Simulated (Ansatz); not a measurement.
## Ligand exchange: GeH3Br + C3H5F → GeH3F + C3H5Br

Species: GeH3Br `[GeH3][Br]`, singlet; C3H5F `C=CCF`, singlet; GeH3F (fluorogermane) `[F][GeH3]`, singlet; C3H5Br (allyl bromide) `C=CCBr`, singlet. The partners trade Br for F: Ge–Br and C–F bonds give way to Ge–F and C–Br.

Shapes, held fixed at every level: PBE0-D4/def2-TZVP. Flexible molecules stand in one conformer, not always the lowest. Programs: Ansatz 0.2.0. Electronic energies: no zero-point or thermal term.

```csv
level,kind,ΔE (kJ/mol),less CCSD(T)/def2-TZVPP
HF/def2-TZVPP,Hartree–Fock,+6.2,+16.1
PBE0-D4/def2-TZVPP,global hybrid,-0.3,+9.6
wB97M-V/def2-TZVPP,range-separated hybrid,-2.9,+7.0
wB97X-V/def2-TZVPP,range-separated hybrid,-2.9,+7.0
B2PLYP/def2-TZVPP,double hybrid,-8.6,+1.3
MP2/def2-TZVPP,perturbation theory,-17.7,-7.8
CCSD/def2-TZVPP,coupled cluster or CI,-7.1,+2.8
CCSD(T)/def2-TZVPP,coupled cluster or CI,-9.9,0.0
```

The highest level, CCSD(T)/def2-TZVPP, gives ΔE = -9.9 kJ/mol; the levels span -17.7 to +6.2. They disagree on the sign: 1 of 8 are positive. The column of differences is taken from that level and isn't an error. No measured value is set beside it here. Relativity is left out for Br, Ge. Outer-core shells of Br, Ge are correlated in most correlated rows, in sets that cover them unevenly.

The exchange is mildly downhill at the coupled-cluster levels, so fluorine prefers germanium and bromine prefers the allyl carbon. Germanium is more electropositive than carbon, which gives the Ge–F bond a large ionic contribution, while the softer bromide loses less on moving to carbon. The preference is small because a strong, polar C–F bond must also be given up, leaving a near-cancellation of large bond energies.

Electron correlation decides the sign: Hartree–Fock puts the reaction uphill at +6.2 kJ/mol, whereas every correlated wavefunction method makes it downhill. MP2 goes too far relative to CCSD(T), probably because second-order theory overestimates the differential pair correlation. CCSD pulls the value back, and the triples then restore part of the shift. The hybrids without a perturbative term recover only part of the stabilisation, and PBE0 is effectively thermoneutral, so its sign carries little weight. With a single triple-zeta basis family, the remaining basis-set error in so small a balance is not established.
